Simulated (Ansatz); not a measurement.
# Electrons against holes in Li2HfN2 (computed with Ansatz 0.2.0)

Space group P-3m1 (No. 164), 5 atoms in the cell of the first input below: a = 3.237 Å, b = 3.237 Å, c = 5.424 Å, α = 90.00°, β = 90.00°, γ = 120.00°.

The structure comes from the Materials Project database of computed cells (whether it is a measured phase wasn't checked), taken without relaxation; such computed volumes mostly lie a few per cent over measured ones, and more in layered crystals (pressure -1.0 GPa with this functional, without spin–orbit coupling). Functional: PBEsol.

Spin–orbit coupling is left out. Kohn–Sham gap between the band edges found on a fine mesh: 1.80 eV.

Levels at points 0.012 Å⁻¹ about the band edges give the masses:

```yaml
crystal:
  lattice:
    - [3.2371201614, 0.0, 0.0]
    - [-1.6185600807, 2.8034282949, 0.0]
    - [0.0, 0.0, 5.4235938532]
  atoms:
    - { symbol: Hf, position: [0.0, 0.0, 0.0] }
    - { symbol: Li, position: [0.6666666667, 0.3333333333, 0.38278857] }
    - { symbol: Li, position: [0.3333333333, 0.6666666667, 0.61721143] }
    - { symbol: "N", position: [0.6666666667, 0.3333333333, 0.77938486] }
    - { symbol: "N", position: [0.3333333333, 0.6666666667, 0.22061514] }
basis:
  ecutwfc: 420
  ecutrho_ratio: 4
kpoints:
  mp_grid: { grid: [10, 10, 6] }
hamiltonian:
  xc: pbesol
scf:
  occupations: { method: gaussian, width: 0.05 }
output:
  forces: true
  stress: true
  eigenvalues: true
  eigenstates:
    kpoints:
      - [0.0, 0.0, 0.0]
      - [0.006182444, -0.003091222, 0.0]
      - [-0.006182444, 0.003091222, 0.0]
      - [0.0, 0.005354154, 0.0]
      - [0.0, -0.005354154, 0.0]
      - [0.0, 0.0, 0.010358301]
      - [0.0, 0.0, -0.010358301]
      - [0.004371648, 0.001600134, 0.0]
      - [-0.004371648, -0.001600134, 0.0]
      - [0.004371648, -0.002185824, 0.007324425]
      - [-0.004371648, 0.002185824, -0.007324425]
      - [0.0, 0.003785958, 0.007324425]
      - [0.0, -0.003785958, -0.007324425]
      - [0.003569436, 0.001306504, 0.005980368]
      - [-0.003569436, -0.001306504, -0.005980368]
      - [0.0, -0.5, -0.5]
      - [0.006182444, -0.503091222, -0.5]
      - [-0.006182444, -0.496908778, -0.5]
      - [0.0, -0.494645846, -0.5]
      - [0.0, -0.505354154, -0.5]
      - [0.0, -0.5, -0.489641699]
      - [0.0, -0.5, -0.510358301]
      - [0.004371648, -0.498399866, -0.5]
      - [-0.004371648, -0.501600134, -0.5]
      - [0.004371648, -0.502185824, -0.492675575]
      - [-0.004371648, -0.497814176, -0.507324425]
      - [0.0, -0.496214042, -0.492675575]
      - [0.0, -0.503785958, -0.507324425]
      - [0.003569436, -0.498693496, -0.494019632]
      - [-0.003569436, -0.501306504, -0.505980368]
    de_dk: true
    e_range: [-1.502350376989, 1.502911024153]
```

```bash
ansatz run input.yaml --threads 8 --pin off --max-ram 15360MiB --backend cpu --events-out ev --progress --plain --runs-dir out
```

Time: 1.5 s on 8 threads of Arm Neoverse V1, on a shared host, peak memory 0.45 GiB.

Edges at k = (0.000, 0.000, 0.000) and (0.000, -0.500, -0.500); masses in electron masses along fixed Cartesian directions (which need not be the axes of a valley), negative for hole-like bands, for at most the three nearest levels of the same spin at these k-points, within 0.3 eV:

```json
{"edge": "valence", "band": "1", "from the edge (meV)": "0", "degeneracy": "2", "x": "-0.603", "y": "-0.603", "z": "-2.598", "111": "-0.713"}
{"edge": "valence", "band": "2", "from the edge (meV)": "0", "degeneracy": "2", "x": "-0.225", "y": "-0.225", "z": "-2.598", "111": "-0.343"}
{"edge": "conduction", "band": "1", "from the edge (meV)": "0", "degeneracy": "1", "x": "0.270", "y": "2.283", "z": "2.548", "111": "0.649"}
```

These curvatures agree with the slopes at the same points. They hold at the edge alone, and further out the bands need not be parabolic. Degenerate bands can be warped: each is named by its order in energy along a direction and has no mass tensor of its own.

The states of the whole zone with their velocity products:

```yaml
crystal:
  lattice:
    - [3.2371201614, 0.0, 0.0]
    - [-1.6185600807, 2.8034282949, 0.0]
    - [0.0, 0.0, 5.4235938532]
  atoms:
    - { symbol: Hf, position: [0.0, 0.0, 0.0] }
    - { symbol: Li, position: [0.6666666667, 0.3333333333, 0.38278857] }
    - { symbol: Li, position: [0.3333333333, 0.6666666667, 0.61721143] }
    - { symbol: "N", position: [0.6666666667, 0.3333333333, 0.77938486] }
    - { symbol: "N", position: [0.3333333333, 0.6666666667, 0.22061514] }
basis:
  ecutwfc: 420
  ecutrho_ratio: 4
kpoints:
  mp_grid: { grid: [10, 10, 6] }
hamiltonian:
  xc: pbesol
scf:
  occupations: { method: gaussian, width: 0.05 }
output:
  forces: true
  stress: true
  eigenvalues: true
  states_by_energy: { minimum_broadening: 0.05 }
```

```bash
ansatz run input.yaml --threads 8 --pin off --max-ram 15360MiB --backend cpu --events-out ev --progress --plain --runs-dir out
```

Time: 3.7 min on 8 threads of Arm Neoverse V1 (shared host), peak memory 1.8 GiB.

From that table, at a constant relaxation time τ with Fermi–Dirac weights and rigid bands:

```csv
T (K),doping (cm⁻³),μ − E_F (eV),σ_xx/τ (10²⁰/Ω m s),S_xx (μV/K),Lorenz (10⁻⁸ V²/K²),"ħω_p,xx (eV)"
600,n 1e19,0.724,0.00544,-520,1.88,0.163
600,p 1e19,-0.775,0.00639,435,1.89,0.177
600,n 1e20,0.848,0.0543,-324,1.89,0.515
600,p 1e20,-0.906,0.0628,244,1.94,0.554
600,n 1e21,1.010,0.531,-146,1.96,1.613
600,p 1e21,-1.108,0.521,95,2.10,1.598
900,n 1e19,0.584,0.00531,-572,1.71,0.161
900,p 1e19,-0.652,0.00562,498,1.82,0.166
900,n 1e20,0.766,0.053,-374,1.72,0.509
900,p 1e20,-0.838,0.0551,304,1.84,0.519
900,n 1e21,0.981,0.521,-186,1.76,1.597
900,p 1e21,-1.074,0.462,137,1.97,1.503
```

Q: Which of the dopings listed at 600 K has the largest power factor S²σ/τ along x?

A: n 1e19: 1.5, p 1e19: 1.2, n 1e20: 5.7, p 1e20: 3.7, n 1e21: 11, p 1e21: 4.7 (10¹¹ W/m K² s), so n 1e21 cm⁻³, if τ is the same for all. Along z the largest is 3.6, for p 1e21 cm⁻³, as the crystal conducts unlike along its axes.

Caveats: melting, decomposition and changes of phase at these temperatures weren't checked; no scattering is computed, and the gap isn't corrected; no spin-orbit coupling, which matters for these elements.

Along x, electrons have the larger power factor at each listed doping at 600 K, and this comes mainly from the Seebeck coefficient: σ/τ is similar for both carriers and even slightly lower for electrons at the two lighter dopings. The conduction minimum lies at a zone-boundary point that threefold symmetry repeats in three valleys, probably of Hf 5d character. Each valley is light in one in-plane direction (0.270) and heavy across it (2.283), so together they combine a large density of states with good in-plane conduction. The holes sit in a degenerate pair at the zone centre, as expected for in-plane N 2p orbitals, with fewer states near the edge and hence a smaller thermopower.

The preference for holes along z doesn't follow from the edge masses, which are nearly equal there (2.548 and -2.598). It suggests that heavy doping reaches valence states away from the edge with more dispersion between layers, perhaps through N 2p orbitals pointing along z. Whether the crystal can be doped to such electron concentrations isn't shown.
